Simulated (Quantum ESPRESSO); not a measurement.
# Moments and magnetic energies of B20 FeSi with added and removed electrons, PBE

Anyone planning a doping study of FeSi must decide whether one ferromagnetic start per charge is enough, or whether low-moment and high-moment solutions must be sought separately. The matter is practical, because substitution on the iron site adds or removes electrons, and cobalt substitution is known to turn this nonmagnetic material into a weak magnet. We follow the net moment per iron atom and the magnetic energy gain as electrons are added to or taken from a fixed crystal. The gain is measured against the run without spin polarisation at the same charge, and is positive where magnetism is favoured.

## Method

One system, FeSi (FeSi-type, P2_13), 8 atom(s) a primitive cell, from cells typed from measured lattice constants (measured order: nonmagnetic (arxiv:1804.02036)). Quantum ESPRESSO 7.5, plane waves with GBRV 1.5 PBE pseudopotentials, cutoff 544 eV, Fermi-Dirac smearing of 0.05 eV, k meshes whose coarsest spacing along a reciprocal vector is 0.17 1/Å over all runs (2π included). Functional: PBE, no Hubbard U; collinear spins, no spin-orbit coupling. Atoms stay at fixed fractions of the cell and the mesh divisions are held. At each point the moments on Fe are started parallel and without spin polarisation. Runs that did not converge or carry a known fault are not listed. The same in all rows: metal or insulator in the run from the parallel start, judged by its smearing entropy or density of states at the Fermi energy (a gap under a few smearing widths counts as a metal): metal.

Notes on method and selection:

- Each state is what a run reaches from typed starting moments; only the parallel order and a state without spin polarisation were started, so the lower of the two need not be the ground state. Spin-orbit coupling is left out of these energies, which are free energies at the smearing width. A magnetic atom is one that was given a starting moment.
- Site moments count the spin inside each program's own atomic sphere, so they depend somewhat on its radius and leave out the spin between the spheres.
- Quantum ESPRESSO sets the radius of an element's spheres to about 0.41 of its shortest distance to a neighbour.
- A measured moment is set beside the table only where the run ends ferromagnetic and the measured order is ferromagnetic too.
- Runs that did not converge, have known faults or may not be shown are not listed, and runs on Ansatz's PAW sets soft_1 and soft_2 are kept to separate tables.

Columns:

- added charge (e per magnetic atom): electrons added per magnetic atom (negative: removed), balanced by a uniform background.
- net moment (μB): net spin moment of that run per magnetic atom.
- moment (μB): largest site spin moment reached from the parallel start.
- magnetic energy gain (meV): energy of the run without spin polarisation less that of the parallel start, per magnetic atom (positive: magnetism is favoured).

Input lines of one member:

```
&SYSTEM
  ecutwfc = 40
  ecutrho = 280
  nbnd = 58
  occupations = 'smearing'
  smearing = 'fd'
  degauss = 0.00367493
  nspin = 2
  starting_magnetization(1) = 0.175
  starting_magnetization(2) = 0
  tot_charge = -0.6
/
&ELECTRONS
  conv_thr = 1.6d-08
  mixing_beta = 0.3
/
K_POINTS automatic
8 8 8 0 0 0
```

Command (options for logging and memory left out): `pw.x -in pw.in`

## Numbers

| member | added charge (e per magnetic atom) | net moment (μB) | moment (μB) | magnetic energy gain (meV) |
| --- | --- | --- | --- | --- |
| −0.3 e | −0.300 | 1.180 | 1.281 | 6.38 |
| −0.225 e | −0.225 | 1.086 | 1.181 | −2.31 |
| −0.15 e | −0.150 | 0.960 | 1.047 | −9.19 |
| +0.15 e | 0.150 | 0.168 | 0.194 | 1.84 |
| +0.225 e | 0.225 | 0.263 | 0.301 | 6.48 |
| +0.3 e | 0.300 | 0.355 | 0.401 | 13.66 |

Least-squares fits to the whole series, with x = added charge (e per magnetic atom); R² and errors in the fitted variable (y, or ln y where the fit is in ln y):

| y | members | fit | R² | rms residual | leave-one-out rms | the same for the mean of the others |
| --- | --- | --- | --- | --- | --- | --- |
| moment (μB) | 6 | y = 0.5591 − 1.808 x + 3.220 x² | 0.94 | 0.11 | 0.27 | 0.53 |
| magnetic energy gain (meV) | 6 | y = −8.217 + 17.83 x + 202.8 x² | 0.93 | 1.9 | 4.6 | 8.7 |

## The trend and its physics

The two signs of charge give different magnets. With 0.15 to 0.3 electrons added per iron, the net moment grows from 0.168 to 0.355 μB, slightly more than one μB per added electron, and the magnetic state is favoured at all three charges. With electrons removed, the moment is 0.960 to 1.180 μB, and the magnetic state is favoured only at −0.3 e. The runs from the parallel start at neutrality and at the smallest charges ran out of time, so where one behaviour gives way to the other is unknown.

The simplest model treats FeSi as a narrow-gap semiconductor whose carriers align their spins. Let x be the added charge per iron.

1. Filled bands stay filled in both spins, and every carrier takes the same spin. The net moment in μB is then m = |x|.
2. Exchange lowers the energy by I m²/4, where I is the Stoner parameter. This equals I x²/4.
3. Alignment has a price. Carriers crowded into one spin channel fill it to higher energy, which for a constant density of states costs an amount C x². Dilute carriers also lose the free choice between two spins. At the smearing width kT this costs up to kT ln 2 each, or 50 × 0.69 = 35 meV. We write this part as B|x|.
4. Holes behave as electrons do, with the same constants.

Subtracting the price from the exchange energy gives

gain = A x² − B|x|, with A = I/4 − C.

The moment needs no fitted constant and the energy needs two. The quadratic term favours magnetism and gains weight as carriers are added, while the linear term opposes it and matters most when carriers are few. B should be positive and no larger than about 35 meV. A should be somewhat below I/4, which is roughly 0.2 eV for a 3d metal.

## Fixing and testing the model

We fix A and B on +0.15 e and +0.3 e. Dividing the gain by the charge gives A|x| − B:

- +0.15 e: 1.84 / 0.15 = 12.27 meV
- +0.3 e: 13.66 / 0.3 = 45.53 meV

Hence A = (45.53 − 12.27) / 0.15 = 221.7 meV and B = 221.7 × 0.15 − 12.27 = 20.99 meV. Both are positive, and B lies below its limit. A comes out near the rough value of I/4 rather than clearly below it, perhaps because the computed moments exceed |x| and so gain more exchange energy than the model allows.

The other four members follow:

- **+0.225 e:** 221.7 × 0.225² − 20.99 × 0.225 = 6.50 meV, against 6.48 in the table. The moment is 0.225 μB, against 0.263.
- **−0.15 e:** 221.7 × 0.15² − 20.99 × 0.15 = 1.84 meV, against −9.19. The moment is 0.150 μB, against 0.960.
- **−0.225 e:** the gain is again 6.50 meV, against −2.31. The moment is 0.225 μB, against 1.086.
- **−0.3 e:** 221.7 × 0.3² − 20.99 × 0.3 = 13.66 meV, against 6.38. The moment is 0.300 μB, against 1.180.

For added electrons the energy formula passes its one test. The mean of the two fixing members, 7.75 meV, would have missed by 7.75 − 6.48 = 1.27 meV. A single interpolated point is nevertheless a light test, and agreement to 0.02 meV is closer than the assumptions deserve. The model's moment is too low at all three positive charges, by 0.168 − 0.150 = 0.018 μB at +0.15 e and by 0.355 − 0.300 = 0.055 μB at +0.3 e. This would follow if roughly 0.01 to 0.03 electrons per iron also change spin across the narrow gap, each adding 2 μB.

Over the four predicted members the rms miss in energy is about 7.9 meV, hardly below the 8.7 meV obtained, over all six members, by guessing each from the mean of the others. The model therefore serves for added electrons only.

## Where the trend breaks

Largest departures from the fit to the whole series:

| member | moment (μB) | fit | computed − fit | in rms residuals |
| --- | --- | --- | --- | --- |
| +0.15 e | 0.194 | 0.360 | −0.166 | 1.5 |
| −0.15 e | 1.047 | 0.903 | +0.144 | 1.3 |
| −0.3 e | 1.281 | 1.391 | −0.110 | 1.0 |
| +0.3 e | 0.401 | 0.307 | +0.094 | 0.9 |

The model breaks on the side of removed electrons. There it puts the gain too high by 1.84 + 9.19 = 11.03 meV at −0.15 e, 6.50 + 2.31 = 8.81 meV at −0.225 e and 13.66 − 6.38 = 7.28 meV at −0.3 e. It puts the moment too low by 0.960 − 0.150 = 0.810 μB, 1.086 − 0.225 = 0.861 μB and 1.180 − 0.300 = 0.880 μB.

The first assumption fails. Aligned holes can supply at most |x|, so the rest of the moment must come from electrons that change spin across the gap. Each adds 2 μB, which makes 0.810 / 2 = 0.405 electrons per iron at −0.15 e and 0.880 / 2 = 0.440 at −0.3 e. This is a different magnetic state, and a low-moment solution may exist beside it.

Its gain rises by (6.38 + 9.19) / 0.15 = 104 meV per electron removed. The slope of an energy with electron number is the Fermi level, so the magnetic state has the higher Fermi level, by about 0.1 eV on average. That is expected if its transferred electrons occupy states above the gap, from which removal is cheaper.

## Conclusions and limits

From +0.15 to +0.3 e, FeSi in PBE carries slightly more than one μB per added electron, and its magnetic energy is consistent with a balance of exchange against the cost of alignment, though only one point tests this. For removed electrons, a doping study should start from both small and large moments, since the parallel start ends above the nonmagnetic state at two of three charges. For added electrons the single start reached a low-moment state below the nonmagnetic one each time, but without a second magnetic start this does not show that it is the lowest.

Two omitted effects matter. A Hubbard U lowers the energy by U/2 times the sum of squared changes in d occupation. A moment m spread evenly over five d orbitals changes each of the ten spin orbitals by m/10, which gives U m²/20. For U = 2 eV that is roughly 0.1 eV per iron at 1 μB, in favour of magnetism; the energies in the table span only 13.66 + 9.19 = 22.85 meV. Spin fluctuations act the other way and would lower the moments, by an amount not estimated here.

[Logs are printed without paths, hosts, clocks, repeated set-up lines and the standing remarks that a program may print on its own settings, such as how far it seeks lower states.]
